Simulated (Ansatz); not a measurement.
From the elastic tensor of Al at 7 GPa (stress–strain coefficients) to moduli and sound speeds

These are results of Ansatz, DFT PBE+D3(BJ), scalar-relativistic, plane waves, PAW, not measurements. Cutoff 420 eV, 20×20×20 k-points (Γ-centred), Fermi-Dirac smearing of 0.15 eV. No spin polarisation.

It takes space group Fm-3m (No. 225, cubic). The conventional cell has a = 3.893 Å, b = 3.893 Å, c = 3.893 Å, α = 90.00°, β = 90.00°, γ = 90.00°. Al (site symmetry m-3m) is surrounded by 12 Al at 2.75 Å.

In a metal, frequencies and elastic constants depend on the k mesh and the smearing, soft modes and shear constants most.

Relaxed-ion constants (GPa, on the Cartesian axes of the calculation):
```
166.2  92.1  92.1   0.0   0.0   0.0
 92.1 166.2  92.1   0.0   0.0   0.0
 92.1  92.1 166.2   0.0   0.0   0.0
  0.0   0.0   0.0  62.8   0.0   0.0
  0.0   0.0   0.0   0.0  62.8   0.0
  0.0   0.0   0.0   0.0   0.0  62.8
```

Density 3.038 g/cm³; 1 atom in 14.75 Å³.

The values that follow are for a polycrystal of randomly turned grains, by Hill's mean where one number stands.

With S = C⁻¹: B_V = (C11+C22+C33+2(C12+C13+C23))/9, G_V = (C11+C22+C33−C12−C13−C23+3(C44+C55+C66))/15, 1/B_R = S11+S22+S33+2(S12+S13+S23), 15/G_R = 4(S11+S22+S33−S12−S13−S23)+3(S44+S55+S66); Hill is their mean. Then v_l = √((B+4G/3)/ρ), v_t = √(G/ρ), v_m = [(2/v_t³+1/v_l³)/3]^(−1/3) and Θ = (ħ/k_B)·v_m·(6π²n/V)^(1/3) for n atoms in the volume V; E = 9BG/(3B+G), ν = (3B−2G)/(2(3B+G)) and A^U = 5G_V/G_R + B_V/B_R − 6.

```json
{
 "Bulk modulus, Voigt / Reuss / Hill": "116.8 / 116.8 / 116.8 GPa",
 "Shear modulus, Voigt / Reuss / Hill": "52.5 / 49.1 / 50.8 GPa",
 "Young's modulus": "133 GPa",
 "Poisson ratio": "0.310",
 "Pugh ratio B/G": "2.30",
 "Universal anisotropy index": "0.34",
 "Longitudinal and transverse sound speeds": "7795 and 4090 m/s",
 "Debye temperature from the mean sound speed": "555 K"
}
```

Cost: 1 run of about 0.73 core-minutes, on Arm Neoverse V1 (shared hosts).

Compressed Al remains elastically stable against small homogeneous strains, and it resists volume change much more than shear. C12 exceeds C44 by more than the applied pressure alone would produce with central pair forces. This fits metallic bonding, in which the energy of the delocalised sp electrons depends strongly on volume and only weakly on bond directions.

The shear response is less typical of Al. C44 lies well above (C11−C12)/2, making the crystal stiffest along ⟨111⟩ and softest along ⟨100⟩, and the universal anisotropy index of 0.34 is large for a metal known to be nearly isotropic at ambient pressure. Compression may contribute, but the pairwise dispersion term is a likely cause too: it neglects much of the metallic screening and so tends to overbind and shorten the Al–Al contacts, stiffening the lattice. The Debye temperature of 555 K inherits any such error through the transverse sound speed. A single compressed state cannot separate the effect of pressure from that of the functional.
